**Q:** I have five heavy metals here, all put into the same crystal structure. Ba is bulky and soft, Pt is compact and stiff, and Bi breaks the run. What decides how much room an atom takes?

Five metals of period 6 in the omega (AlB2-type) structure, computed with Ansatz 0.2.0: DFT with r2SCAN, plane waves (cutoff 500 eV), scalar-relativistic PAW and Fermi-Dirac smearing. Each cell is relaxed; the bulk modulus and its pressure derivative come from an equation of state over scaled volumes. Only Pt is run with spin polarisation.

| element | Z | valence electrons | smearing width | k mesh | volume per atom, r2SCAN (Å³) | bulk modulus, r2SCAN (GPa) | bulk modulus pressure derivative, r2SCAN | largest site moment, r2SCAN (μB) | magnetic order, r2SCAN |
| --- | --- | --- | --- | --- | --- | --- | --- | --- | --- |
| Ba | 56 | 2 | 0.1 eV | 6×6×8 | 66.22 | 7.98 | 2.45 | 0.00 | no spin polarisation |
| La | 57 | 3 | 0.1 eV | 7×7×10 | 37.33 | 26.3 | 2.40 | 0.00 | no spin polarisation |
| Ta | 73 | 5 | 0.1 eV | 9×9×13 | 18.40 | 191 | 3.59 | 0.00 | no spin polarisation |
| Pt | 78 | 10 | 0.05 eV | 9×9×13 | 15.68 | 254 | 5.44 | 0.25 | ferromagnetic |
| Bi | 83 | 5 | 0.1 eV | 7×7×11 | 31.60 | 52.9 | 4.49 | 0.00 | no spin polarisation |

**A:** Two things pull against each other. Electrons shared between neighbours lower their energy when the atoms come closer, because their orbitals overlap more. The outer electrons also resist being squeezed into less space, and that resistance rises steeply as the volume falls. The atoms settle where the two balance, so a stronger pull at short range gives a smaller volume.

From Ba to Pt the volume per atom falls by a factor of 4.2. The main reason, as the chemistry of this period has it, is the 5d shell. It takes some part in the bonding of Ba and a much larger one in La and Ta, and it shrinks as the nuclear charge grows. In Bi it is full and lies too deep to bond much.

**Q:** Couldn't I simply count valence electrons? More electrons, more glue.

**A:** The table has a direct test of that. Ta and Bi both have five valence electrons, yet the Bi atom takes 1.7 times the volume of the Ta atom. The number alone therefore doesn't set the size. It matters which orbitals the electrons occupy.

In Ta most of the five sit in 5d orbitals, which are compact compared with the 6s orbital. Such orbitals overlap well only when the atoms are close, and so they draw the atoms together against the resistance of the outer electrons. In Bi two of the five form a fairly deep 6s pair that binds little. The other three are in 6p orbitals, which reach far out and bond at longer distances.

**Q:** Then take me down the series. Why is the first step, from Ba to La, already so large?

**A:** The volume drops by 44% for one added proton and one added electron. Ba has two valence electrons. They fill 6s in the free atom, and in the metal part of their charge is expected in 5d. The third one in La goes largely into 5d and greatly strengthens the short-range bonding just described. The extra proton also pulls the outer electrons inwards, so both changes act in the same direction.

The step from La to Ta halves the volume again, and it hides a long detour. Sixteen protons are added, but only two of the added electrons are valence electrons. The other fourteen fill the 4f shell, which lies deep and screens the nucleus poorly, so the outer orbitals are drawn in. This is the lanthanide contraction. It works together with the two new bonding electrons, and the two rows alone can't tell how much each contributes.

**Q:** By that logic Pt should be larger than Ta. Its d shell is almost full, and I thought the last d electrons weaken the bond.

**A:** They do, and a simple picture due to Friedel shows how much. In a solid the ten d states of each atom spread into a band. Its lower half is bonding and its upper half is antibonding. Electrons that enter the lower half strengthen the bond, and those that enter the upper half undo it.

Take a band of width W, with its states spread evenly about the energy of the free atom's d level. If N electrons fill it from the bottom, their average energy lies at −W/2 + NW/20. Multiplying by N gives a bond energy of −(W/20)·N(10 − N), which is strongest at N = 5. Relative to that best case the bond has the strength N(10 − N)/25.

Now leave roughly one electron of each atom outside the d band. Ta then has N = 4, and its factor is 4 × 6/25 = 0.96. Pt has N = 9, and its factor is 9 × 1/25 = 0.36. For equal band widths the d bond of Ta should be about 2.7 times as strong as that of Pt.

**Q:** And the calculation says the opposite about their size.

**A:** It does. Pt is 15% smaller than Ta, and its bulk modulus is a third higher. Filling alone therefore fails for this pair.

What the picture lacks is the change of the atom itself. Pt has five more protons than Ta, and the five added electrons screen one another only partly. The d orbitals and the outermost electrons are all drawn closer to the nucleus, so the repulsion between neighbours sets in at a shorter distance. A weaker d bond can then still hold smaller atoms at a smaller volume. This is the standard explanation of shrinking atoms along a transition row; the table shows that something beyond filling is needed, but doesn't isolate this cause.

The two effects also explain why Pt shouldn't be taken as the turning point of the whole period. Contraction continues along the row while the bond weakens beyond the half-full band. Their best compromise is known to lie somewhat before Pt, near Os and Ir.

**Q:** The table calls Pt ferromagnetic. Real platinum isn't. Does that spoil the comparison?

**A:** It is a reason for caution. Bulk platinum in its usual structure is non-magnetic, and functionals of this kind tend to exaggerate magnetism in metals. The moment of 0.25 μB is therefore suspect. Its effect on the volume and stiffness of Pt is untested, and so is that of spin–orbit coupling, which is strong in both Pt and Bi and left out here.

The high stiffness near rest does at least belong to one magnetic state. The pressures at volumes 4% below and 4% above the relaxed one, both with a moment, give a bulk modulus of 257 GPa, close to the tabulated 254. These pressures come from runs with a k mesh of 11×11×15, denser than the printed one behind the tabulated fit. Whether the magnetic state is stable against other electronic states wasn't checked in them. The other four metals were run without spin polarisation, so their zero moments are set by these runs, not found by them.

**Q:** Let me turn to stiffness, which I care about more. The volume changes fourfold, but the bulk modulus changes more than thirtyfold. Where does the rest come from?

**A:** The bulk modulus B is the pressure needed for a small relative change of volume. In a metal at rest the net pressure is zero, but that zero is the difference of two large parts: an outward push from the repulsion and an inward pull from the bonds. When the metal is compressed, the push grows faster than the pull. B measures how quickly this imbalance builds up.

Let the push grow as 1/Vᵐ and the pull as 1/Vⁿ, where V is the volume per atom and m is larger than n. At rest both have the same size p, and the modulus is B = (m − n)·p. Stiffness thus depends on the hidden pressure p at which push and pull cancel, and on how much more steeply the push rises. In Ba they meet at a large volume, where both are weak. In Ta strong d bonds have drawn the atoms far up the steep part of the repulsion, so p is large, and B with it. Pt has the weaker d bond by the filling estimate, so its high modulus may owe more to the steepness, m − n. The table can't separate the two.

**Q:** If closeness is what counts, I could squeeze a soft metal and make it as stiff as a hard one.

**A:** Squeezing does stiffen every metal in the table. The pressures of the compressed cells show by how much: the rise in pressure, divided by the fall in the logarithm of the volume, gives B at each stage. For Bi it rises from 54 GPa near rest to 85 GPa at about 10% compression. Compounded step by step, that is about 4.3% more stiffness for each percent of volume lost.

Replacing Bi by Ta gains only about 2.4% for each percent of volume lost. If Bi kept stiffening at its own rate down to Ta's volume, it would end up stiffer than Ta. Ta's higher modulus therefore doesn't seem to require a bond that is stiffer at a given volume. This is an extrapolation, because Bi was squeezed by at most 12%, while Ta's volume is 42% smaller. The two-part picture suggests why the replacement gains less. If the repulsion were the same in both metals and the pull in Ta were stronger but had the same n, B would grow as 1/Vᵐ on replacement, but at first as 1/Vᵐ⁺ⁿ on squeezing. The picture is rough even for this pair: it gives both metals the same pressure derivative, m + n, whereas the table has 4.49 for Bi and 3.59 for Ta.

**Q:** Does that hold for the soft metals at the top as well?

**A:** Not in general. La gains only 2.2% of stiffness for each percent of volume lost under compression. Replacing it by Ta gains 2.8%, and replacing it by Bi gains 4.2%. The assumption of one shared repulsion is too crude there, and La's own response to pressure is unusually mild.

Ba behaves like La: in both, the pressure derivative of the bulk modulus is only about 2.4. The usual explanation is that compression raises the energy of the 6s electrons faster than that of the 5d states. Charge then moves from s to d, where it takes less room and bonds better, and this relieves part of the pressure. The totals in the table agree with such a transfer but don't show it directly.

**Q:** And the other end? Bi is soft, yet in proportion it stiffens faster than Ta.

**A:** Softness at rest and stiffening under pressure are different properties. Bi is soft because its 6p bonds balance the repulsion at a large volume. Once it is compressed, its full 5d shell offers no empty states that could take up charge as in La. The repulsion should then act with little relief, which fits the pressure derivative of 4.5.

Pt has few empty d states left, so the same reasoning applies to it. Its derivative of 5.4 is less certain, however, because the runs disagree about the magnetism of squeezed Pt. With the printed k mesh a moment survives at all seven volumes of the fit. With the denser mesh it has vanished at 12% compression, so it isn't settled which magnetic state the derivative should describe there.

**Q:** In practice, can I judge stiffness from atomic volume?

**A:** For the order, yes, within this set: the bulk modulus runs in exactly the opposite order to the volume. For the amount, only roughly. Depending on the pair, one percent less volume goes with 1.8 to 4.2% more stiffness. At those rates, 10% less volume per atom would mean a metal that is stiffer by anything from about a fifth to somewhat more than a half. These figures belong to the omega structure, which none of the five adopts under ordinary conditions and in which some may not be stable, so they aren't the moduli of the metals as you would handle them. The PAW datasets were also made for another functional, PBE, which adds an error of unknown size. Five metals don't set the limits for all others, either, and outside this set even the order can fail: gold has a slightly smaller atomic volume than tantalum and is still softer.

To place another metal, ask first whether its bonding electrons sit in an open d shell or in far-reaching s and p orbitals. Then ask how full that shell is, and how far the nuclear charge has already shrunk it.
